Margin notes: Herring's law for low-frequency LA phonons, LiF

1. Counting. In the elastic continuum (T ≪ Θ) |V₃|² ∝ q q′q″ gives s³, d³q′ gives s³, δ(ω+ω′−ω″) gives 1/s, and occupations are unchanged: 1/τ(sq,sT) = s⁵/τ(q,T). The form ω^a T^(5−a) is only the limit x = ħω/kT ≪ 1, with sharp partner modes (ωτ′ ≫ 1).

2. Rate. Let an LA strain ε couple the transverse branches by ħγω′ε. The golden rule for L + T → T′ gives the population decay rate
1/τ = (πħγ²q²/ρω)(2π)⁻³ Σ_rays ∫dq′ ω′² J (n′−n″), with n′−n″ ≈ ω(−∂n/∂ω′).
J = ∫d²r δ(Δω−ω+v″·q) is the tube area per unit length divided by |∇Δω|; r is the distance from the degeneracy ray, Δω the transverse splitting, v″ the T′ group velocity. For q ∥ [001], γ vanishes by symmetry on ±[001]; on the four rays ±[100], ±[010], v″·q → 0.

3. Inputs. Compiled values: a = 4.028 Å (NSF PAR listing); C11, C12, C44 = 113.55, 47.6, 63.5 GPa (Oses 2018, temperature not stated); Θ = 732 K (Råsander 2015). Assumed molar mass 25.94 g/mol. Then ρ = 2636 kg/m³; along ⟨100⟩ v_L = 6.56, v_T = 4.91 km/s; the slow ⟨110⟩ branch has 3.54 km/s.

4. WRONG attempt. "The branches cross on the ray, so Δω = g r, with chord slope g = (v_T − v_slow)/(π/4) = 1.75 km/s. The tube has radius ω/g, so J = 2πω/g². With ∫y²eʸ/(eʸ−1)²dy = π²/3,
1/τ = πħγ²ω³(kT/ħ)²/(3ρv_L²v_T g²), a = 3." This is wrong.

5. Symptom. The s⁵ test passes and catches nothing. But diagonalising the Christoffel matrix at θ = 0.05 and 0.10 rad from [100] towards [110] gives Δv/θ = 0.376 and 0.728 km/s: the "slope" vanishes on the ray. Also, a = 3 makes the conductivity integral ∫ω²τ dω diverge logarithmically at small ω.

6. Faulty line: Δω = g r. The traceless part of the transverse 2×2 block carries angular momentum ±2, r carries ±1. They match modulo 3, not modulo 4: cones on threefold axes, tangency on fourfold ones.

7. Mended. With D = C11−C44, G = C12+C44, eliminating L to second order gives Δω = κ(φ)r²/q′,
κ = √(P²cos²2φ + Q²sin²2φ)/(2ρv_T), P = D−G²/D = −196.6 GPa, Q = G−G²/D = −135.5 GPa.
Radius and gradient both go as √ω, so J = ∫dφ q′/2κ = πq′/κ̄, independent of ω; the harmonic mean is κ̄ = 6.36 km/s. With ∫y³eʸ/(eʸ−1)²dy = 6ζ(3),
1/τ = 3ζ(3)ħγ²ω²(kT/ħ)³/(πρv_L²v_T²κ̄), a = 2,
the ω²T³ form that Callaway adopted. Tetragonal and hexagonal axes also give 2, conical rays (trigonal, or accidental at lower symmetry) give 3. No degeneracy gives 4, as does isotropy, where v_L > v_T forbids the process.

8. Size of the error. At equal γ²,
wrong/right = π²κ̄v_T x/(9ζ(3)g²) = 9.3x.
At 20 K and 5 GHz, x = 0.012 and the ratio is 0.11: the ⟨100⟩-limited lifetime comes out 9 times too long. For ħω′ = 3kT the wrong tube subtends 0.011 rad, the true one 0.056 rad, well inside D/G = 0.45, the range of the expansion. The azimuthal average of γ² is 0.45 of its maximum on the warped tube against 1/2 on a round one, a shift of about a tenth.

9. What a fit sees. The eight ⟨111⟩ rays are true cones, g₁₁₁ = (2√2/3)|D−G|/(2ρv₁₁₁) = 2.70 km/s, with v₁₁₁ the transverse speed there. Each has J = 2π(ω−v″·q)/g₁₁₁²; v″·q averages to +v₁₁₁q/√3 on four rays and −v₁₁₁q/√3 on the other four, so ΣJ = 16πω/g₁₁₁². At equal γ they add 9.5x of the tube rate, 0.11 here, raising the ratio of total rates to 0.20. The two ⟨100⟩ laws cross near 45 GHz, where the cones already rival the tubes, so Bω²T³ applied at x ≳ 1 is a parametrisation, not this derivation. These ratios are the continuum model's, not LiF's.